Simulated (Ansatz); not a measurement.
# Swapping OH for F on Sn: the HOMO–LUMO gap

Gas-phase molecules. On one Sn centre, n of the OH ligands are replaced by F. The HOMO–LUMO gap y in eV at wB97M-V/def2-TZVPP. Shapes: PBE0-D4/def2-TZVP. Flexible molecules stand in one conformer, not always the lowest. Programs: Ansatz 0.2.0.

```
 molecule  n  y (eV)
  Sn(OH)4  0   11.85
 Sn(OH)3F  1   11.92
Sn(OH)2F2  2   12.14
 Sn(OH)F3  3       ?
     SnF4  4   13.56
```

Task: Fit y = c + s·n to the known rows and predict Sn(OH)F3.

Result: 
1. Means of the 4 rows: n = 1.75000, y = 12.367.
2. Σ(Δn)² = 8.75, Σ(Δn·Δy) = 3.8675, so the slope is 3.8675/8.75 = 0.442.
3. Intercept: 12.367 − (0.442) × 1.75000 = 11.594. The largest residual of the fit is 0.34.
4. Sn(OH)F3: 11.594 + (0.442) × 3 = 12.92 eV.

The run gave 12.09 eV, so the prediction is off by +0.83 eV, more than the largest residual. The steps per swap are uneven (+0.07, +0.22, -0.05, +1.47), so a line is a poor model. Other levels give for Sn(OH)F3: SPW92/def2-TZVPP 4.45; BHLYP-D4/def2-TZVPP 10.21; r2SCAN0-D4/def2-TZVPP 7.92 eV. Orbital gaps aren't excitation energies, and the LUMO depends on the basis. For atoms past krypton def2 sets carry core potentials with scalar relativity. The series isn't monotonic at this level.

The gap responds less to the number of fluorines than to whether any OH is left. It stays between 11.85 and 12.14 eV while at least one hydroxide remains, then rises to 13.56 eV in SnF4. This suggests a change in the character of the HOMO. An oxygen 2p lone pair lies above the fluorine 2p lone pairs because oxygen is less electronegative, so a single OH is enough to set the upper occupied edge. Only the last swap leaves fluorine lone pairs there. The earlier swaps probably lower this oxygen level and the Sn–ligand antibonding acceptor level together, so their effects largely cancel in the gap. The dip of -0.05 eV at Sn(OH)F3 is small enough to reflect a slight imbalance in that cancellation or the orientation of the OH group. The wide spread between functionals for this molecule probably follows largely from their differing amounts and range of exact exchange. Without separate frontier-orbital energies, the final jump can't be divided between HOMO stabilisation and a LUMO shift.
